Dear colleague,

The threshold shift that you see when you bias the n-well of your p-channel devices follows from Poisson's equation, a voltage balance across the gate stack and a definition of threshold. I write the derivation for the p-channel case directly, because the familiar n-channel formula changes sign in several places. At an EOT of 2 nm the body effect is small, and two terms that the formula leaves out are not small beside it, so I give their size as well.

## Conventions

The coordinate $x$ runs from the interface ($x=0$) into the silicon. The terminals are gate G, p$^+$ source S and n-well B, and $V_{AB}=V_A-V_B$. The drain is tied to the source, which makes this a three-terminal structure. The source junction is reverse biased when $V_{BS}>0$. The potential $\psi(x)$ is referred to the neutral well and is negative when the surface is depleted; $\psi_s=\psi(0)$. Charges per area carry their sign. With $q>0$ the elementary charge,

$$\phi_t=\frac{kT}{q},\qquad \phi_F=\phi_t\ln\frac{N_D}{n_i}>0,\qquad L_D=\sqrt{\frac{\epsilon_{si}\phi_t}{qN_D}} .$$

The threshold $V_T$ is a value of $V_{GS}$.

## Premises

1. The problem is one-dimensional: the channel is long and wide compared with the depletion width.
2. The donor density $N_D$ is uniform over the depleted depth and the donors are fully ionised.
3. Carriers are classical and obey Boltzmann statistics, with $N_D\gg n_i$.
4. The electron quasi-Fermi level $E_{Fn}$ is flat and set by the well contact. The hole quasi-Fermi level $E_{Fp}$ near the surface is flat and set by the source. This requires that generation, junction leakage and gate leakage are too small to drop a voltage along the channel or in the well.
5. The dielectric stack is linear and carries only a fixed charge, lumped as $Q_f$ at the interface.
6. The gate is a metal with no depletion layer. Interface dipoles are absorbed in an effective work function $q\phi_M$.

## Step 1: carrier densities

A contact at voltage $V$ has its Fermi level at $-qV$, so premise 4 gives $E_{Fp}-E_{Fn}=-qV_S+qV_B=qV_{BS}$. Boltzmann statistics give $np=n_i^2\exp[(E_{Fn}-E_{Fp})/kT]=n_i^2e^{-V_{BS}/\phi_t}$. Let $u=-\psi/\phi_t\ge0$ be the upward band bending in thermal units. Both quasi-Fermi levels being flat,

$$n=n_b\,e^{-u},\qquad p=p_b\,e^{u},\qquad n_b=N_D+p_b ,$$

where the last relation is neutrality at $u=0$. Since $p_b\ll N_D$, $p_b=n_i^2e^{-V_{BS}/\phi_t}/N_D$, and with $n_i^2/N_D^2=e^{-2\phi_F/\phi_t}$,

$$p_b=N_D\,\delta,\qquad \delta=e^{-u_T},\qquad u_T=\frac{2\phi_F+V_{BS}}{\phi_t}. \tag{1}$$

Hence $p(x)=N_D\,e^{u-u_T}$. This is the whole physical origin of the body effect: reverse bias lifts $E_{Fp}$ by $qV_{BS}$ relative to the bands of the neutral well, and the bands must bend by that much more before holes appear. Deep in the silicon $E_{Fp}$ is not truly flat, since it has to merge with $E_{Fn}$ over a diffusion length. The hole density there is at most of order $n_i^2/N_D$, which is irrelevant beside $N_D$, so taking it flat costs nothing.

## Step 2: the charge in the silicon

Poisson's equation is $\psi''=-(q/\epsilon_{si})(N_D-n+p)$. Inserting $\psi=-\phi_tu$ and the densities above,

$$\frac{d^2u}{dx^2}=\frac{1}{L_D^2}\Big[1-e^{-u}+\delta\,(e^{u}-e^{-u})\Big].$$

Multiply by $du/dx$. The left side becomes the derivative of $\tfrac12(du/dx)^2$, and the right side is a function of $u$ times $du/dx$. Integrating from the neutral region, where $u=0$ and $du/dx=0$,

$$\frac12\Big(\frac{du}{dx}\Big)^2=\frac{G(u)}{L_D^2},\qquad G(u)=u-1+e^{-u}+\delta\,(e^{u}+e^{-u}-2). \tag{2}$$

The field is $\mathcal E=-\psi'=\phi_t\,du/dx$. It is negative, because $u$ falls with depth: it points from the positive donors to the gate. Gauss's law over the silicon gives $Q_s=\epsilon_{si}[\mathcal E(\infty)-\mathcal E(0)]=\sqrt2\,\epsilon_{si}\phi_t\sqrt{G(u_s)}/L_D$. Since $2\epsilon_{si}^2\phi_t^2/L_D^2=2q\epsilon_{si}N_D\phi_t$,

$$Q_s=\sqrt{2q\epsilon_{si}N_D}\,\sqrt{\phi_t\,G(u_s)}>0 . \tag{3}$$

In $G$, the term $u$ is the donor charge, $-1$ is the electron tail that smears the depletion edge over a few $L_D$, and $\delta e^{u}$ is the holes.

## Step 3: the voltage balance

The local vacuum level is $-q\psi$ plus a constant. The gate Fermi level lies $q\phi_M$ below it at the gate surface, where the potential is $\psi_g$, and $E_{Fn}$ lies $q\phi_S$ below it in the neutral well, where $\psi=0$. The applied voltage is the difference of the Fermi levels, $qV_{GB}=E_{Fn}-E_{FM}$, so

$$V_{GB}=\phi_M-\phi_S+\psi_g,\qquad \phi_S=\chi+\frac{E_g}{2q}-\phi_F ,$$

where $q\chi$ is the electron affinity and the intrinsic level is placed at midgap. Overall neutrality puts a charge $-(Q_s+Q_f)$ on the gate, and this is the displacement $D$ in every layer of the stack. The drop across layers of thickness $t_i$ and permittivity $\epsilon_i$ is $\psi_g-\psi_s=D\sum_it_i/\epsilon_i=D/C_{ox}$. This defines $C_{ox}=\epsilon_{ox}/\mathrm{EOT}$, with $\epsilon_{ox}$ the permittivity of SiO$_2$. Therefore

$$V_{GB}=V_{FB}+\psi_s-\frac{Q_s}{C_{ox}},\qquad V_{FB}=\phi_M-\phi_S-\frac{Q_f}{C_{ox}} .$$

$V_{FB}$ is the gate-to-well voltage at which $\psi_s=0$ and $Q_s=0$, and it does not depend on the source. Using $V_{GS}=V_{GB}+V_{BS}$ and (3),

$$V_{GS}=V_{FB}+V_{BS}-\phi_tu_s-\gamma\sqrt{\phi_tG(u_s)},\qquad \gamma=\frac{\sqrt{2q\epsilon_{si}N_D}}{C_{ox}} . \tag{4}$$

## Step 4: the threshold

Nothing singular happens in (4) at any gate voltage, so threshold is a definition. The conventional one is that the surface hole density equals the donor density, $p(0)=N_D$. By (1) this is $u_s=u_T$, that is

$$\psi_s=-(2\phi_F+V_{BS}).$$

The choice is sensible. For $u\gg1$, $dG/du\simeq1+e^{u-u_T}$, so below $u_T$ additional gate charge is answered mostly by donors, and above $u_T$ mostly by holes. Beyond $u_T$ the exponential dominates $G$, the bending grows only as the logarithm of the charge, and the depletion width nearly stops growing.

Now evaluate (2) at $u=u_T$, where $\delta e^{u}=1$ and $e^{-u}=\delta$:

$$G(u_T)=u_T-1+\delta+1+\delta^2-2\delta=u_T-\delta+\delta^2 .$$

The $-1$ of the electron tail and the $+1$ of the holes cancel, and what remains besides $u_T$ is exponentially small. So $\phi_tG(u_T)=2\phi_F+V_{BS}$ without any appeal to an abrupt depletion edge. In (4), the explicit $+V_{BS}$ cancels against the $V_{BS}$ inside $\phi_tu_T$, and

$$V_T=V_{FB}-2\phi_F-\gamma\sqrt{2\phi_F+V_{BS}} . \tag{5}$$

With $V_{T0}$ the value at $V_{BS}=0$, the body effect is

$$V_T-V_{T0}=-\gamma\Big[\sqrt{2\phi_F+V_{BS}}-\sqrt{2\phi_F}\Big]. \tag{6}$$

Reverse well bias makes $V_T$ more negative. The work function and the fixed charge have dropped out of (6).

## Step 5: the slope as a capacitance ratio

Differentiating (5),

$$\frac{dV_T}{dV_{BS}}=-\frac{\gamma}{2\sqrt{2\phi_F+V_{BS}}} .$$

To read this physically, use the depletion approximation: charge density $qN_D$ for $0<x<W$, zero beyond, with $\psi$ and $\psi'$ vanishing at $W$. Two integrations give $\psi=-(qN_D/2\epsilon_{si})(W-x)^2$, so $|\psi_s|=qN_DW^2/2\epsilon_{si}$ and $Q_b=qN_DW=\sqrt{2q\epsilon_{si}N_D|\psi_s|}$. At threshold this equals the total charge (3), and the width and its capacitance are

$$W_{dm}=\sqrt{\frac{2\epsilon_{si}(2\phi_F+V_{BS})}{qN_D}},\qquad C_{dm}=\frac{dQ_b}{d|\psi_s|}=\frac{\sqrt{2q\epsilon_{si}N_D}}{2\sqrt{2\phi_F+V_{BS}}}=\frac{\epsilon_{si}}{W_{dm}} .$$

The last equality follows on inserting $W_{dm}$. Dividing by $C_{ox}$ reproduces the derivative, so

$$\frac{dV_T}{dV_{BS}}=-\frac{\gamma}{2\sqrt{2\phi_F+V_{BS}}}=-\frac{C_{dm}}{C_{ox}}=-\frac{(\epsilon_{si}/\epsilon_{ox})\,\mathrm{EOT}}{W_{dm}} . \tag{7}$$

Here $C_{dm}$ must be evaluated at the well bias in question. The ratio has a direct meaning. At threshold the surface potential relative to the source, $\psi_s+V_{BS}=-2\phi_F$, is fixed. Raising the well by $dV_{BS}$ uncovers a donor charge $C_{dm}\,dV_{BS}$, the gate must supply the opposite charge $C_{ox}\,dV_T$, and the two sum to zero.

Do not identify $C_{dm}$ with the low-frequency silicon capacitance at threshold. At fixed $V_{BS}$, (3) gives $dQ_s/d|\psi_s|=\sqrt{2q\epsilon_{si}N_D}\,G'/(2\sqrt{\phi_tG})$, and $G'(u_T)=2$, so that capacitance is $2C_{dm}$, half of it from holes. In (7) the bending and $u_T$ move together, $p(0)$ stays put, and only one $C_{dm}$ appears.

Three corollaries. First, the threshold referred to the well is $V_T-V_{BS}$, with slope $-m$, where $m=1+C_{dm}/C_{ox}$. Second, squaring and inverting (7), with $s=dV_T/dV_{BS}$,

$$\frac1{s^2}=\frac{4}{\gamma^2}\,(2\phi_F+V_{BS}),$$

a straight line whose slope gives $\gamma$ and whose intercept gives $2\phi_F$. Third, the form $C_{dm}/C_{ox}$ is more general than the square root. For a profile $N(x)$ in the depletion approximation, $Q_b=q\int_0^WN\,dx$ and $|\psi_s|=(q/\epsilon_{si})\int_0^WxN\,dx$, so $dQ_b=qN(W)\,dW$, $d|\psi_s|=qN(W)W\,dW/\epsilon_{si}$, and the ratio is $\epsilon_{si}/W$ for any profile.

## The n-channel counterpart

Reversing the sign of all charges and potentials, with $N_A$ in place of $N_D$ in $\phi_F$ and $\gamma$ and with $\phi_S=\chi+E_g/2q+\phi_F$, gives for an n-channel device $V_T=V_{FB}+2\phi_F+\gamma\sqrt{2\phi_F+V_{SB}}$, $V_T-V_{T0}=\gamma[\sqrt{2\phi_F+V_{SB}}-\sqrt{2\phi_F}]$ and $dV_T/dV_{SB}=\gamma/(2\sqrt{2\phi_F+V_{SB}})=C_{dm}/C_{ox}$, with $V_{SB}>0$ the reverse direction. If your software reports $V_{SB}$ for the p-channel device, the root in (5) reads $\sqrt{2\phi_F-V_{SB}}$ with $V_{SB}<0$, and $dV_T/dV_{SB}=+C_{dm}/C_{ox}$.

## Range of validity

**The threshold criterion and the depth of the hole layer.** Equation (5) tracks a fixed volume density $p(0)$. A constant-current criterion in weak inversion tracks, at fixed mobility, a fixed sheet charge $Q_p$. The two differ. The holes sit within a few nanometres of the interface, where the field magnitude $F=Q_b/\epsilon_{si}$ is nearly constant. Let $E_j(F)$ be the hole energies of motion normal to the surface, counted from the valence band edge at $x=0$. That edge moves relative to $E_{Fp}$ as $q(|\psi_s|-V_{BS})$, so for one parabolic band with Boltzmann occupation

$$Q_p\propto e^{(|\psi_s|-V_{BS})/\phi_t}\,Z(F),\qquad Z=\sum_je^{-E_j/kT},$$

the in-plane density of states being a constant factor. The potential energy is $qFx$, so the Hellmann–Feynman theorem gives $dE_j/dF=q\langle x\rangle_j$ and $d\ln Z/dF=-\bar x/\phi_t$, with $\bar x$ the thermal centroid of the holes. Also $dF/d|\psi_s|=C_d/\epsilon_{si}=1/W$, with $C_d=\epsilon_{si}/W$. Setting $d\ln Q_p=0$ gives $d|\psi_s|\,(1-\bar x/W)=dV_{BS}$. The voltage balance at fixed $Q_p$ gives $-dV_{GS}=(1+C_d/C_{ox})\,d|\psi_s|-dV_{BS}$. Together,

$$-\frac{dV_{GS}}{dV_{BS}}\bigg|_{Q_p}=\frac{(\epsilon_{si}/\epsilon_{ox})\,\mathrm{EOT}+\bar x}{W-\bar x} . \tag{8}$$

Equation (7) is the limit $\bar x\to0$, and it describes a fixed-charge criterion only if $\bar x\ll(\epsilon_{si}/\epsilon_{ox})\,\mathrm{EOT}$.

Classically $p=p(0)e^{-Fx/\phi_t}$, so $\bar x=\phi_t/F$ and $Q_p=qp(0)\phi_t/F=C_d\phi_t\,e^{u_s-u_T}$, using $F=qN_DW/\epsilon_{si}$. Because $C_d\propto|\psi_s|^{-1/2}$, holding $Q_p$ fixed while going from zero bias to $V_{BS}$ needs an extra bending of about $\tfrac12\phi_t\ln[(2\phi_F+V_{BS})/2\phi_F]$, which costs $m$ times as much in gate voltage.

Quantum mechanically, for a hard wall at $x=0$ and a mass $m_z$ normal to the surface, the solutions are Airy functions with $E_j=a_jE_0$ and $E_0=(\hbar^2q^2F^2/2m_z)^{1/3}$, where $-a_j$ are the zeros of Ai ($a_1=2.338$, $a_2=4.088$, $a_3=5.521$). Since $E_j\propto F^{2/3}$, $\langle x\rangle_j=2E_j/3qF$. With $\beta=E_0/kT$, $Z_q=\sum_je^{-\beta a_j}$, while the classical phase-space integral is

$$Z_{cl}=\int\frac{dx\,dp_x}{2\pi\hbar}\,e^{-(p_x^2/2m_z+qFx)/kT}=\sqrt{\frac{m_zkT}{2\pi\hbar^2}}\;\frac{kT}{qF}=\frac{\beta^{-3/2}}{2\sqrt\pi}.$$

To hold the classical sheet charge the bands must bend further by $\Delta\psi_Q=\phi_t\ln(Z_{cl}/Z_q)$, and the gate voltage shifts by $-m\,\Delta\psi_Q$. This grows with $F$ and hence with $V_{BS}$. The valence band of silicon is warped and consists of coupled branches, and the real barrier is finite, so this one-band estimate gives a size and no more.

**Interface traps.** At threshold $p(0)=N_D$ for every $V_{BS}$, and the surface electron density is negligible. In Shockley–Read–Hall steady state a trap in the lower half of the gap then follows $E_{Fp}$, whose distance from the surface band edges is fixed, and a trap in the upper half is empty of electrons. The trapped charge at threshold is thus independent of $V_{BS}$: it shifts $V_{T0}$ and leaves (6) and (7) alone. It does change along a gate sweep, so the subthreshold swing contains $1+(C_d+C_{it})/C_{ox}$, with $C_{it}$ the trap capacitance.

**Channel length.** Source and drain support part of the donor charge. A simple geometric estimate takes junctions with cylindrical edges of radius $x_j$, each surrounded by a depletion shell of thickness $W_{dm}$, and assigns to the gate a trapezoid of length $L$ at the surface and $L-2\Delta L$ at depth $W_{dm}$. The corner lies on the shell, $(x_j+\Delta L)^2+W_{dm}^2=(x_j+W_{dm})^2$, so $\Delta L=x_j[\sqrt{1+2W_{dm}/x_j}-1]$, and the last term of (5) is multiplied by $1-\Delta L/L$. The body effect weakens in short devices. Narrow devices have edge corrections whose sign depends on the isolation.

**Doping profile.** The square root needs $N_D$ constant down to the largest $W_{dm}$ of the sweep plus a few $L_D$. Curvature in the plot of $1/s^2$ signals a profile. The well must also keep a neutral layer between the gate depletion region and that of the well–substrate junction, or the well contact loses control.

**Bias range.** In reverse bias the limit is junction tunnelling or avalanche, which violates premise 4. In modest forward bias $\delta$ stays tiny and (5) still holds electrostatically. The limit is the diode current of the source junction, which drops voltage in the well and drives the vertical pnp transistor into the p-substrate. The divergence of (7) at $V_{BS}=-2\phi_F$ lies far outside the premises. With a finite drain bias, (5) describes the source end of a long channel.

**Statistics.** Nondegeneracy requires $N_D$ well below the effective densities of states of both bands. At low temperature the donors in the neutral well freeze out and $\phi_F$ must be recomputed.

## Numbers for your device

The given inputs are $N_D=3\times10^{17}$ cm$^{-3}$ and EOT = 2 nm. I take $T=300$ K and the typical silicon values $\epsilon_{si}=11.7\,\epsilon_0$, $\epsilon_{ox}=3.9\,\epsilon_0$, $n_i=1.0\times10^{10}$ cm$^{-3}$, $q\chi=4.05$ eV and $E_g=1.12$ eV. The effective work function of TiN depends on thickness, composition and anneal, and typically lies between about 4.4 and 4.9 eV; I assume 4.70 eV and $Q_f=0$. Intermediate values are carried unrounded.

Then $\phi_t=25.85$ mV, $\phi_F=0.445$ V, $2\phi_F=0.890$ V, $u_T=34.4$ and $\delta=1.1\times10^{-15}$ at zero bias, and $n_i^2/N_D=3.3\times10^{2}$ cm$^{-3}$. Further, $L_D=7.5$ nm, $C_{ox}=1.727$ µF/cm², $\sqrt{2q\epsilon_{si}N_D}=3.156\times10^{-7}$ C cm$^{-2}$ V$^{-1/2}$ and

$$\gamma=0.183\ \mathrm{V^{1/2}} .$$

The well has $\phi_S=4.165$ V, so $V_{FB}=0.535$ V. The depletion term is $\gamma\sqrt{2\phi_F}=0.172$ V, and $V_{T0}=0.535-0.890-0.172\approx-0.53$ V.

| $V_{BS}$ (V) | $\lvert\psi_s\rvert$ (V) | $W_{dm}$ (nm) | $C_{dm}$ (µF/cm²) | $C_{dm}/C_{ox}$ | $V_T-V_{T0}$ (mV) | $V_T$ (V) |
|---|---|---|---|---|---|---|
| 0 | 0.890 | 61.9 | 0.167 | 0.0969 | 0 | −0.53 |
| 0.5 | 1.390 | 77.4 | 0.134 | 0.0775 | −43 | −0.57 |
| 1.0 | 1.890 | 90.3 | 0.115 | 0.0665 | −79 | −0.61 |
| 1.5 | 2.390 | 101.5 | 0.102 | 0.0591 | −110 | −0.64 |

The fifth column is both $\gamma/2\sqrt{|\psi_s|}$ and $(6\ \mathrm{nm})/W_{dm}$, since $(\epsilon_{si}/\epsilon_{ox})\,\mathrm{EOT}=6$ nm. The line $1/s^2$ has slope $4/\gamma^2=120$ V$^{-1}$. At zero bias $m=1.097$, and $\phi_tm\ln10=65$ mV/decade.

The last column is only as good as the work function, with which it moves one for one; a positive fixed charge of $10^{11}$ elementary charges per cm² would lower it by a further 9 mV. The shift column is free of both. It is also insensitive to $n_i$: a change of 20 mV in $2\phi_F$ alters the 1 V entry by the difference of the two slopes times 20 mV, which is 0.6 mV.

At zero bias the depleted donors number $N_DW_{dm}=1.86\times10^{12}$ cm$^{-2}$ and the surface field is $F=2.87\times10^5$ V/cm; at 1 V it is $4.19\times10^5$ V/cm. The hole sheet at threshold is $C_{dm}\phi_t/q=2.7\times10^{10}$ cm$^{-2}$ from the constant-field estimate, and $2.8\times10^{10}$ cm$^{-2}$ from integrating $p-p_b$ over depth with the field of (2).

Now the neglected terms, set against the 79 mV shift at $V_{BS}=1$ V.

*Fixed sheet charge, classical.* The centroid is $\phi_t/F=0.90$ nm, which is not negligible beside 6 nm. Equation (8) with $W=W_{dm}$ gives 0.113 at zero bias in place of 0.0969. Over 1 V the extra bending is 9.7 mV, or 10 mV at the gate with $m=1.066$. A mobility that falls with rising field would add to this under a current criterion. A criterion in stronger inversion works the other way through the root: if the bending exceeded $2\phi_F+V_{BS}$ by a constant $6\phi_t$, chosen only for illustration, the shift would be 75 mV.

*Confinement.* I take $m_z=0.28\,m_0$, an approximate heavy-hole mass normal to a (100) surface. At zero bias $E_0=48.3$ meV, $\beta=1.87$, $E_1=113$ meV, $Z_{cl}=0.1106$ and $Z_q=0.01324$, so $\Delta\psi_Q=55$ mV and the gate shift is $-60$ mV. At 1 V, $E_0=62.0$ meV, $\beta=2.40$, $Z_{cl}=0.0759$ and $Z_q=0.00372$, so $\Delta\psi_Q=78$ mV and the gate shift is $-83$ mV. Fields and $m$ are taken at the classical threshold. The difference, 23 mV, adds to the body effect. With $m_z=0.5\,m_0$ it is 18 mV, so read it as about 20 mV. The thermal centroid at zero bias is 2.7 nm, and (8) then gives a slope of about 0.15.

*Sum.* A weak-inversion, fixed-charge threshold should therefore move by about 0.11 V for 1 V of well bias in this model. Fitting (6) to such a shift inflates $\gamma$ by a factor of about 1.4 and, since $N_D\propto\gamma^2$, the doping by about 2.0. To extract $N_D$, use (8) with a centroid from a multiband calculation.

*Short channel.* Assuming $x_j=50$ nm, $\Delta L$ is 43 nm at zero bias and 57 nm at 1 V, where the depletion term is 0.251 V. For $L=1$ µm the shift falls to 72 mV. For $L=10$ µm it loses only 0.7 mV, so use the long devices.

*Traps.* An assumed density of $10^{11}$ cm$^{-2}$eV$^{-1}$ gives $C_{it}=0.016$ µF/cm², about a tenth of $C_{dm}$. It enters the swing and not the body effect.

*Ionisation.* If the donor is phosphorus, with an approximate binding energy $E_B=45$ meV, degeneracy 2 and a typical $N_c=2.8\times10^{19}$ cm$^{-3}$, neutrality $n_b\,[1+2(n_b/N_c)\,e^{E_B/kT}]=N_D$ gives $n_b/N_D=0.90$ in the neutral well, and the Fermi level drops by 2.7 meV. The depleted donors are fully ionised, so $\gamma$ is unchanged. The 2.7 mV lowers $V_{FB}$ and the bending needed for $p(0)=N_D$ equally and cancels outside the root; inside the root it is worth about 0.3 mV.

*Forward bias.* At $V_{BS}=-0.4$ V, $\delta=6\times10^{-9}$, so there the usable range is set by the well current that you can tolerate and not by the electrostatics.